How much of the binding energy of a small hydride is lost when a calculation is cut short, either in its treatment of correlation or in its basis, and can the loss be estimated by hand? The case is planar H₂Al–AlH₂ (Al₂H₄), a closed-shell singlet well described by one determinant ($T_1$ diagnostic 0.011). Its best atomization energy $D$ is 13.649 eV, for frozen cores and without zero-point or spin-orbit terms. The planar form is known not to be the lowest isomer, so this is a test of methods, not a thermochemical value.

Atomization energy of Al₂H₄ (neutral singlet, PBE0/def2-TZVP geometry) by Hartree–Fock, perturbation, coupled-cluster and AFQMC levels, computed with Ansatz 0.2.0 and an in-house AFQMC program, afq 1. The molecular determinant is RHF, cores are frozen and the basis is cc-pVDZ except in rows marked CBS; the reference level is CCSDT(Q).

| level | this level less the best estimate at the basis limit (meV) | statistical noise, one standard error (meV) |
| --- | --- | --- |
| HF | -3432.0 | 0.00 |
| MP2 | -1490.0 | 0.00 |
| CCSD | -1266.0 | 0.00 |
| CCSD(T) | -1220.0 | 0.00 |
| ph-AFQMC/HF | -1017.0 | 48.00 |
| ph-AFQMC/CISD | -1193.0 | 7.00 |
| released AFQMC | -1205.0 | 8.00 |
| free AFQMC | -1219.0 | 8.00 |
| HF/CBS | -3087.0 | 0.00 |
| MP2/CBS | -307.0 | 0.00 |
| CCSD(T)/CBS | -8.0 | 0.00 |

The error column is the $D$ of a level less the best estimate, so a negative entry means underbinding, as in every row here. CBS marks the basis limit. The first eight rows are double-zeta results measured against that limit, and they therefore carry a basis error on top of the error of the method.

**The rule.** Three limiting cases suggest its form. Exact correlation in a complete basis has no error; Hartree–Fock in a complete basis loses all the correlation that bonding adds; exact correlation in a small basis loses only a basis term. Six unpaired electrons of the atoms, one on each Al and each H, become $n=3$ new pairs, and an opposite-spin pair is worth roughly $e\approx1$ eV, a rough recalled size for H₂. With $f$ the share of this correlation that a level recovers,

$$\text{error}\approx-(1-f)\,n\,e-b_{\rm HF}-b_{\rm c}.$$

Here $f$ is 0 for HF, 0.9 for MP2 and 1 above it. In double zeta $b_{\rm HF}=0.35$ eV and, for correlated levels only, $b_{\rm c}=0.85$ eV; both vanish at the limit. No least-squares fit was made: $f$ and the two $b$ are rounded readings of the HF, MP2 and CCSD(T) rows. The misfits, listed in the output after the text, thus measure how compactly the rule holds the table, not how well it predicts.

**HF.** The cleanest case is HF/CBS, where the rule gives $-3\times1.0=-3.0$ eV against $-3.087$ eV. This row was not used to set $e$, but one molecule is a weak check, since five bonds at about 0.6 eV each describe it equally well. The top row lies 345 meV lower still, which is the source of $b_{\rm HF}$.

The pair count is a net figure and not a partition. The molecular energy of the same CCSDT(Q) calculation gives 968 meV per valence pair in double zeta, and three such pairs overshoot the correlation binding in that basis, 2220 meV, by 31 %. Subtracting that binding from the correlation of all five molecular pairs implies that each Al atom already holds 1.35 average pairs' worth of correlation. Standard theory accounts for this: the 3s² pair mixes easily with the nearby 3p² configuration and also correlates with the 3p electron, and that stabilisation of the atom is subtracted from the binding.

**MP2.** The second row uses all three terms:

$$-(1-0.9)(3)(1.0)-0.35-0.85=-1.50\ \text{eV},\qquad D\approx13.65-1.50=12.15\ \text{eV}.$$

The table has $-1.490$ eV; the MP2 rows helped to set the constants, so agreement is partly built in. The share 0.9 flatters the method. The molecular energies imply that MP2 recovers 0.745 of the correlation in the molecule and only 0.635 in the atoms, and the two shortfalls partly cancel in $D$. A fragment with less near-degeneracy than Al need not give the same $f$.

**CCSD to free AFQMC.** From here the rule gives one number, $-1.2$ eV, and the rows gather near it because the method error has become small while the basis error stays. The CCSD(T) basis shift is 1212 meV, or 8.9 % of $D$. Removing it, with the step to CCSDT(Q) taken in double zeta, the basis of that run, leaves CCSD short by 54 meV, mostly the triples that $f=1$ ignores.

The phaseless Monte Carlo walk with an HF trial function appears best among the double-zeta rows and is the rule's worst row, 183 meV above it. With the basis part removed it overbinds by $195\pm48$ meV, which happens to offset some basis error. The energies place 77 meV of that in the molecule, which is less than two standard errors of that run, and imply that the other 118 meV sits in the atoms: the walk puts the molecule too low and the atoms too high, so the two errors add in $D$. The quoted noise is probably too small, as the blocking analysis had not levelled off, and it excludes the bias of the phaseless constraint.

The CISD trial brings the overbinding down to $19\pm7$ meV. In $D$, released walk, free projection and CCSD(T) differ among themselves by less than two standard errors and are not resolved; in the molecular energy alone the released walk lies more than three standard errors below CCSD(T), close to CCSDT(Q), and the atoms cancel part of that gap. The free run may retain a remainder of its starting state, and close agreement was partly enforced, because the reference was admitted only where CCSDT(Q) and the released walk agreed.

**The limit rows.** The $-8$ meV of CCSD(T)/CBS is the step to CCSDT(Q) by construction and tests nothing. What these rows do test is whether $b_{\rm c}$ adds or multiplies. Adding the MP2 basis shift to double-zeta CCSD(T) gives $-1220+1183=-37$ meV, which misses by 29 meV; the reverse transfer is the same comparison with opposite sign. Scaling by the share that MP2 recovers in double zeta does about three times worse.

Theory leans towards addition. What a small basis lacks is mostly the short-range cusp of the pair function, carried by high-lying orbitals whose large energy denominators make second order a fair first estimate, so the lost piece need not grow from MP2 to CCSD(T) in step with the total, as scaling assumes. MP2 tends to exaggerate this piece in total energies, of atoms as well as molecules, so the close match in $D$ probably includes cancellation between the two; the table does not separate them. The HF shift alone supplies just 28 % of the CCSD(T) shift.

Over all eleven rows the mean absolute misfit of the rule is 45 meV, 0.33 % of $D$, with the HF-trial walk, the two HF rows and CCSD worst. The constants come from one single-reference molecule and one small basis, and whether $b_{\rm c}$ scales with pairs, bonds or Al atoms is untested. For this molecule the practical order is clear: correct the double-zeta atomization energy with an MP2 basis shift first, and pay for a method beyond CCSD(T) only afterwards. For other aluminium hydrides this is a reasonable starting point, but it is not tested here.

Numerical output:

```
Rounding of the table: 0.5 meV per entry, up to 1 meV in a difference
Rule constants (rounded, not independent of the table): n=3, e=1000, bHF=350, bc=850 meV, f(MP2)=0.9
level | D eV | error | rule | error-rule | error without basis part | noise (meV) | share of correlation
HF | 10.217 | -3432 | -3350 | -82 | -2220 | 0 | 0.000
MP2 | 12.159 | -1490 | -1500 | +10 | -278 | 0 | 0.875
CCSD | 12.383 | -1266 | -1200 | -66 | -54 | 0 | 0.976
CCSD(T) | 12.429 | -1220 | -1200 | -20 | -8 | 0 | 0.996
ph-AFQMC/HF | 12.632 | -1017 | -1200 | +183 | +195 | 48 | 1.088
ph-AFQMC/CISD | 12.456 | -1193 | -1200 | +7 | +19 | 7 | 1.009
released AFQMC | 12.444 | -1205 | -1200 | -5 | +7 | 8 | 1.003
free AFQMC | 12.430 | -1219 | -1200 | -19 | -7 | 8 | 0.997
HF/CBS | 10.562 | -3087 | -3000 | -87 | -3087 | 0 | 0.000
MP2/CBS | 13.342 | -307 | -300 | -7 | -307 | 0 | 0.901
CCSD(T)/CBS | 13.641 | -8 | 0 | -8 | -8 | 0 | 0.997
Rule: mean abs misfit 45 meV (0.33 % of D), rms 70 meV
Worst rows: ph-AFQMC/HF +183, HF/CBS -87, HF -82, CCSD -66 meV
Basis shift cc-pVDZ to limit: HF 345, MP2 1183, CCSD(T) 1212 meV
Correlation part of shift: MP2 838, CCSD(T) 867 meV; HF share 28 %; CCSD(T) shift 8.9 % of D
Correlation binding: limit 3087 meV (22.6 % of D), cc-pVDZ 2220 meV, ratio 0.719
Per new pair: limit 1029, cc-pVDZ 740 meV; per bond: 617, 444 meV
CCSD(T)/CBS (-8) from MP2: added shift -37 (miss -29), scaled by 1/0.699 80 (miss +88), HF shift only -875 meV
MP2/CBS (-307) from CCSD(T): added shift -278 (miss +29), scaled by 1/0.718 -384 (miss -77), HF shift only -1145 meV
level | correlation in molecule | implied in atoms | per Al (meV) | share molecule | share atoms | binding error from molecule, atoms (meV)
MP2 | 3605 | 1663 | 832 | 0.745 | 0.635 | -1233, +955
CCSD | 4727 | 2561 | 1281 | 0.977 | 0.978 | -111, +57
CCSD(T) | 4810 | 2598 | 1299 | 0.994 | 0.992 | -28, +20
CCSDT(Q) | 4838 | 2618 | 1309 | 1.000 | 1.000 | +0, +0
ph-AFQMC/HF | 4915 | 2500 | 1250 | 1.016 | 0.955 | +77, +118
ph-AFQMC/CISD | 4851 | 2612 | 1306 | 1.003 | 0.997 | +12, +7
free AFQMC | 4831 | 2618 | 1309 | 0.998 | 1.000 | -8, +1
Mean molecular pair 968 meV; three equal pairs give 2903 against 2220 meV (+31 %); Al atom = 1.35 pairs
ph-AFQMC/HF less released AFQMC: +188 +- 49 meV (3.9 standard errors)
ph-AFQMC/CISD less released AFQMC: +12 +- 11 meV (1.1 standard errors)
released AFQMC less free AFQMC: +14 +- 11 meV (1.2 standard errors)
released AFQMC less CCSD(T): +15 +- 8 meV (1.9 standard errors)
free AFQMC less CCSD(T): +1 +- 8 meV (0.1 standard errors)
```
